# Appendix: Limits and scaling of stochastic trace estimates in $G_0W_0$

Energies are in eV and lengths in Å, with Gaussian units, $e^2=14.40$ eV Å. Orbitals are real and spin-unpolarised. $\|A\|^2=\sum_{ij}A_{ij}^2$ is the squared Frobenius norm, $N_s$ the number of independent samples and $N$ the system size. $\sigma_1$ is the standard deviation of a single sample.

## A.1 Mean and variance

Let the components $x_i=\pm1$ be independent with equal probabilities, and let $A$ be real symmetric. Since $x_i^2=1$,
$$x^TAx=\mathrm{Tr}A+2\sum_{i<j}A_{ij}\,x_ix_j .$$
The products $x_ix_j$ have zero mean and unit variance, and distinct pairs are uncorrelated. The estimator (Hutchinson's) is therefore unbiased, and the average over $N_s$ samples has
$$\mathrm{Var}=\frac{\sigma_1^2}{N_s},\qquad \sigma_1^2=4\sum_{i<j}A_{ij}^2=2\Big(\|A\|^2-\sum_iA_{ii}^2\Big).$$
For a real non-symmetric $B$ only $B_s=(B+B^T)/2$ enters. Gaussian vectors give $2\|A\|^2$. The first term is invariant under orthogonal changes of basis, the subtracted diagonal is not. On a grid of spacing $h$ the random function is $\zeta(\mathbf r_i)=x_i h^{-3/2}$.

## A.2 Range of the kernel

Take a chain with $A_{ij}=A_0e^{-|i-j|/\xi}$ and $y=e^{-2/\xi}$. Summing over separations,
$$\sigma_1^2=4A_0^2\sum_{d=1}^{N-1}(N-d)\,y^d=4A_0^2\left[\frac{Ny}{1-y}-\frac{y(1-y^N)}{(1-y)^2}\right].$$
The limits are
$$N\ll\xi:\quad \sigma_1^2\simeq2A_0^2N(N-1)\Big[1-\frac{2(N+1)}{3\xi}\Big],$$
$$N\gg\xi\gg1:\quad \sigma_1^2\simeq2A_0^2N\xi\Big[1-\frac1\xi-\frac{\xi}{2N}\Big].$$
Below the crossover $N\approx\xi$ the statistical error per site, $\sigma_1/(N\sqrt{N_s})$, hardly depends on $N$. Above it the error per site is $A_0\sqrt{2\xi/(NN_s)}$: the system acts as about $N/\xi$ independent samples of itself. This is self-averaging. The term $1/\xi$ is the removed diagonal and $\xi/2N$ is the edge correction, which in $d$ dimensions becomes of order $\xi/L$ for linear size $L$.

For a power law $A(r)\propto r^{-p}$ cut off at a short length $a$, the variance per squared size is proportional to $L^{-d}\int_a^Lr^{d-1-2p}dr$. The error per electron then scales as

- $(N_sN)^{-1/2}$ for $2p>d$,
- $(\ln N/N_sN)^{1/2}$ for $2p=d$,
- $N_s^{-1/2}N^{-p/d}$ for $2p<d$.

"Local" thus means square-integrable. A projector on $N_{\rm occ}$ orbitals always qualifies, in metals too, because $\|P\|^2=N_{\rm occ}$. On a fine grid the relative error of the electron count is $\sqrt{2/(N_{\rm occ}N_s)}$, which is $0.13$ for one sample in C$_{60}$ (240 valence electrons, $N_{\rm occ}=120$). A Coulomb tail has $p=1$. It is local on a chain, marginal on a shell and non-local in a solid particle, where the error falls as $N^{-1/3}$ only.

## A.3 The operator behind a quasiparticle level

Stochastic $G_0W_0$ (Neuhauser and co-workers, 2014) inserts random vectors $\zeta$ into $G_0$. We take the exchange part as deterministic and, until A.6, the polarisation part $W_P=W-v$ as exact. With one plasmon pole, $W_P(\omega)=W_P(0)\,\Omega^2/(\Omega^2-\omega^2)$, the frequency integral for $\omega$ in the gap gives
$$\langle\phi|\Sigma_c(\omega)|\phi\rangle=\mathrm{Tr}[KM],\qquad M(\mathbf r,\mathbf r')=\phi(\mathbf r)W_P(\mathbf r,\mathbf r';0)\phi(\mathbf r'),$$
$$K=\sum_n|n\rangle k_n\langle n|,\qquad k_n=\frac{\pm\tfrac12}{1+|\omega-\varepsilon_n|/\Omega},$$
with the upper sign for empty and the lower for occupied states. The estimator is $\zeta^TKM\zeta$. It contains the operator product of $K$ and $M$, so the decay of the density matrix does not cut off the range of $W_P$.

For $\Omega\to\infty$, $K=(Q-P)/2$ with $Q=1-P$, which is the correlation part of the static COHSEX form. Then $B_s=(QMQ-PMP)/2$ and
$$\|B_s\|^2=\tfrac14\big(\|PMP\|^2+\|QMQ\|^2\big),\qquad \|M\|^2=\|PMP\|^2+\|QMQ\|^2+2\|PMQ\|^2 .$$
The static $W_P$ is negative semidefinite, and so is $M$. The off-diagonal block of a semidefinite matrix $-M$ with diagonal blocks $a_P,a_Q$ has the form $a_P^{1/2}Ta_Q^{1/2}$ with $T$ a contraction. Hence $\|PMQ\|^2=\mathrm{Tr}(T^Ta_PT\,a_Q)\le\|PMP\|\,\|QMQ\|$, and $2\|PMQ\|^2$ cannot exceed the sum of the other two terms. Neglecting the diagonal,
$$\tfrac14\|M\|^2\le\sigma_1^2\le\tfrac12\|M\|^2,\qquad \|M\|^2=\iint|\phi(\mathbf r)|^2|\phi(\mathbf r')|^2\,W_P^2\,d^3r\,d^3r' .$$
The noise is set by the root-mean-square $W_P$ between two points drawn from the orbital density.

At finite $\Omega$, $|k_n|\le\frac12$ in the gap, so the upper bound survives and the lower one does not. The leading correction is a factor $1-\Delta/\Omega$ for states at distance $\Delta$ from $\omega$. For an assumed $\Delta=5$ eV and a typical C$_{60}$ valence plasmon energy $\Omega\approx20$ eV the full factor is $0.80$. If the quasiparticle level lies an assumed 1.5 eV below the mean-field HOMO, the nearest $|k_n|$ grows instead by $1/(1-1.5/20)=1.08$. Prefactors below are therefore good to some tens of per cent.

**Dimensional analysis.** The level solves $E=\varepsilon+\Sigma(E)$, with exchange and the subtracted mean-field potential absorbed in $\varepsilon$, so the noise in $E$ is $Z=(1-\Sigma')^{-1}$ times that in $\Sigma$. The long-range energy scale is $se^2/R$, with $s$ the screened fraction of the Coulomb interaction and $R$ the extent of the orbital. Then
$$\sigma_E=Z\,\frac{se^2}{R}\,N_s^{-1/2}\,\Phi\Big(\frac aR,\frac ha,\frac\Delta\Omega\Big),$$
where $a$ is the length below which $W_P$ saturates. $R$ belongs to the orbital. A deep defect level has fixed $R$ and does not self-average as the host grows.

## A.4 Shell model for C$_{60}$

Put a uniform $|\phi|^2$ on a sphere of radius $R$. There $v=(e^2/R)\sum_lP_l(\cos\gamma)$. Charge conservation forbids screening of $l=0$. High $l$ is damped by the model factor $e^{-lu}$ with $u=a/R$:
$$W_P(\gamma)=-\frac{se^2}{R}\sum_{l\ge1}e^{-lu}P_l(\cos\gamma).$$
The sphere average of $P_lP_{l'}$ is $\delta_{ll'}/(2l+1)$, so
$$\|M\|^2=\Big(\frac{se^2}{R}\Big)^2G(u),\qquad G(u)=\sum_{l\ge1}\frac{e^{-2lu}}{2l+1}=\tfrac12e^u\ln\coth\frac u2-1 .$$

*Small cage*, $u\gg1$: $G\simeq\frac13e^{-2u}(1+\frac35e^{-2u})$. Only the dipole screens, and the noise rises with size.

*Large cage*, $u\ll1$: $G\simeq\frac12\ln(2/u)-1+\frac u2\ln(2/u)$. With $N\propto R^2$ this is the marginal law $\ln N/N$.

*Crossover*: at fixed $a$ the variance is proportional to $u^2G(u)$, which peaks at $u=0.90$, or $R=1.1\,a$. Self-averaging starts above this radius, and the logarithm keeps the exponent below $\frac12$.

The inputs are a typical cage radius $R\approx3.55$ Å and the assumed values $a=0.71$ Å (half a typical C–C bond of 1.42 Å), $s=0.7$ and $Z=0.8$. Then $u=0.20$, $e^2/R=4.06$ eV and $G=0.408$. The leading large-cage form gives $0.151$ and the corrected form $0.382$, so C$_{60}$ is far from asymptotic. The model has $\|M\|=1.81$ eV and
$$0.91\ \text{eV}\le\sigma_1\le1.28\ \text{eV}.$$
A statistical error of 0.05 eV in the level needs $N_s=(Z\sigma_1/0.05\,\text{eV})^2$, between $2.1\times10^2$ and $4.2\times10^2$ samples in this model, and the count goes as $s^2$. Typical practice for molecules of this size is nearer $10^3$ samples for bars of a few tens of meV, so the model's count is probably low by up to a factor of a few, mainly because it omits the noise of $W$ itself.

Larger cages, with $R\propto\sqrt N$ and $a$, $s$ fixed:

| atoms | $R$ (Å) | $u$ | $G$ | $\sigma_1$ upper bound (eV) | pure $N^{-1/2}$ (eV) |
|---|---|---|---|---|---|
| 60 | 3.55 | 0.20 | 0.408 | 1.28 | 1.28 |
| 240 | 7.10 | 0.10 | 0.656 | 0.81 | 0.64 |
| 960 | 14.2 | 0.05 | 0.939 | 0.49 | 0.32 |

The effective exponent of $N$ is $-0.33$ over the first step and $-0.37$ over the second.

*Grid spacing.* The size of the diagonal term can be judged from $M$ itself. The on-site value is $W_P(0)=-(se^2/R)/(e^u-1)=-12.8$ eV. For an orbital spread evenly over $N_g$ grid points, $\sum_iM_{ii}^2=W_P(0)^2/N_g$, a fraction $[(e^u-1)^2G\,N_g]^{-1}=50/N_g$ of $\|M\|^2$. A shell of thickness $2a$ has volume 225 Å$^3$. With $h=0.2$ Å it holds $2.8\times10^4$ points and the fraction is $0.2\%$. For $h\ll a$ the variance is thus independent of the grid, and $\pm1$ and Gaussian vectors are equivalent. The crossover lies at $N_g\sim50$, about one function per atom. Only in such compact atom-centred bases does the choice $\pm1$ remove a large share of the variance.

## A.5 Solid particle: silicon nanocrystal

For a dielectric ball with $s=1-1/\epsilon$, the boundary conditions on potential and displacement give, for two interior points,
$$W_P=-\frac{se^2}{|\mathbf r-\mathbf r'|}+\frac{se^2}{R}\sum_{l\ge0}b_l\Big(\frac{rr'}{R^2}\Big)^lP_l(\cos\gamma),\qquad b_l=\frac{l+1}{\epsilon l+l+1}.$$
For uniform $|\phi|^2$ and $R=1$ the averages needed are $\langle|\mathbf r-\mathbf r'|^{-2}\rangle=\frac94$, $\langle r^{2l}\rangle=\frac3{2l+3}$ and $\langle r_<^{2l}/r_>\rangle=\frac{18}{(2l+3)(2l+5)}$. Then $\|M\|^2=(se^2/R)^2g$ with
$$g=\frac94-\sum_l\frac{36\,b_l}{(2l+1)(2l+3)(2l+5)}+\sum_l\frac{9\,b_l^2}{(2l+1)(2l+3)^2}.$$
For the typical $\epsilon\approx11.7$ of silicon, $s=0.91$ and $g=0.78$. The $l=0$ terms alone reduce $\frac94$ to $0.85$. Saturation of the direct term below a distance $a$ removes $\int_0^a3r^2(r^{-2}-a^{-2})dr$ from $g$, which is $2a/R$, with a remainder of order $(a/R)^2$ up to a logarithm. For an assumed $a=1$ Å this is $0.2$ at $R=10$ Å and $0.1$ at $R=20$ Å, which is not negligible against $0.78$. With a typical lattice constant of 5.43 Å these radii hold about $2.1\times10^2$ and $1.7\times10^3$ Si atoms. The model's upper bounds on $\sigma_1$ are $0.7$ and $0.4$ eV, with an effective exponent $-0.3$ that tends to $-\frac13$. A band-edge envelope is more concentrated than the uniform density and raises the prefactor without changing the exponent.

If one sample costs a time proportional to $N$, apart from the logarithm of fast Fourier transforms, the cost at fixed error from this noise source is constant for a local kernel, $\propto\ln N$ for shells and $\propto N^{1/3}$ for solid particles.

## A.6 Bias of nonlinear functions

For a smooth $f$ of the sample mean $\hat t$ of an unbiased estimate of $t$, with single-sample third cumulant $\kappa_3$,
$$\langle f(\hat t)\rangle-f(t)=\frac{f''\sigma_1^2}{2N_s}+\frac{1}{N_s^2}\Big(\frac{f'''\kappa_3}{6}+\frac{f''''\sigma_1^4}{8}\Big)+\dots$$
The statistical error is $|f'|\sigma_1/\sqrt{N_s}$. The two are equal at $N_s=(f''\sigma_1/2f')^2$, and above this the bias is the smaller. The size dependence follows from what $f$ acts on.

**One global number.** Let $\delta(\omega)$ be the noise in $\Sigma(\omega)$. Expanding $E=\varepsilon+\Sigma(E)+\delta(E)$ to second order gives the shift $Z\delta$ and the bias
$$\langle\Delta E\rangle=Z^2\langle\delta\delta'\rangle+\tfrac12Z^3\Sigma''\langle\delta^2\rangle .$$
For a single pole at distance $\Omega$, $|\Sigma''|=2(1/Z-1)/\Omega$. With $|\delta'|\approx|\delta|/\Omega$ and both terms taken with the same sign, the magnitude is $Z^2(2-Z)\sigma_1^2/(\Omega N_s)$. For the C$_{60}$ model at the upper bound this is $0.06$ eV$/N_s$, or $0.15$ meV at $N_s=420$. It would equal $Z\sigma_1/\sqrt{N_s}$ at $N_s=0.004$, so it never matters. A typical $\pi$-plasmon energy $\Omega\approx6$ eV gives $0.2$ eV$/N_s$ and the same conclusion. This bias is proportional to $\sigma_1^2$ and self-averages with it.

**Many local numbers.** If $f$ acts on each of $N$ local estimates, each has a variance of order $1/N_s$ independent of $N$. The biases add with one sign while the noise adds in quadrature. Per electron the bias is $b_e/N_s$ and the noise $\sigma_e/\sqrt{NN_s}$. The bias dominates for $N_s<N(b_e/\sigma_e)^2$, a crossover that moves up with size.

Screening is of this kind. In practice $W_P$ is built for every $\zeta$ from $N_\eta$ random occupied orbitals. Model this by a noisy symmetrised response $X=-v^{1/2}\chi_0v^{1/2}\ge0$, with screened fraction $X(1+X)^{-1}$. Its second-order mean shift is
$$-(1+X)^{-1}\big\langle\delta X\,(1+X)^{-1}\delta X\big\rangle(1+X)^{-1},$$
which is negative semidefinite, so noise underscreens on average. Let $X=x\mathbb 1$ in $n_c$ channels be estimated from $m=N_{\rm eff}N_\eta$ Gaussian outer products, where $N_{\rm eff}$ counts the occupied orbitals that contribute. Then $\langle\delta X^2\rangle=x^2(n_c+1)/m$ and, with $s=x/(1+x)$,
$$\frac{\langle\Delta s\rangle}{s}=-s(1-s)\frac{\kappa}{N_\eta},\qquad\kappa=\frac{n_c+1}{N_{\rm eff}} .$$
Both $n_c$ and $N_{\rm eff}$ grow as $N$, so $\kappa$ stays of order one. The bias vanishes for $s\to0$ and $s\to1$ and is largest at $s=\frac12$.

Averaging over $N_s$ outer samples does not reduce it. If the shift rescales $W_P$ uniformly, $\Sigma_c$ is biased by $b/N_\eta$ with $b=s(1-s)\kappa|\Sigma_c|$, and the bias overtakes the noise at
$$N_s^*=\Big(\frac{\sigma_1N_\eta}{b}\Big)^2 .$$
With the assumed values $\kappa=1$, $|\Sigma_c|=2$ eV and a typical $N_\eta=8$, the C$_{60}$ model has a relative shift of $2.6\%$, $b=0.42$ eV and a bias of $0.05$ eV. $N_s^*$ lies between $3\times10^2$ and $6\times10^2$. These model figures are orders of magnitude, since $N_s^*\propto\kappa^{-2}$ and noise from $W$ would raise $\sigma_1$. They place the crossover in the range of sample counts found in A.4. Because $\sigma_1$ falls with size and $b$ does not, $N_s^*$ falls as $\ln N/N$ on shells and as $N^{-2/3}$ in solid particles. Results $E(N_\eta)$ and $E(2N_\eta)$ can be combined as $2E(2N_\eta)-E(N_\eta)$, which cancels the $1/N_\eta$ term and leaves a remainder of order $N_\eta^{-2}$.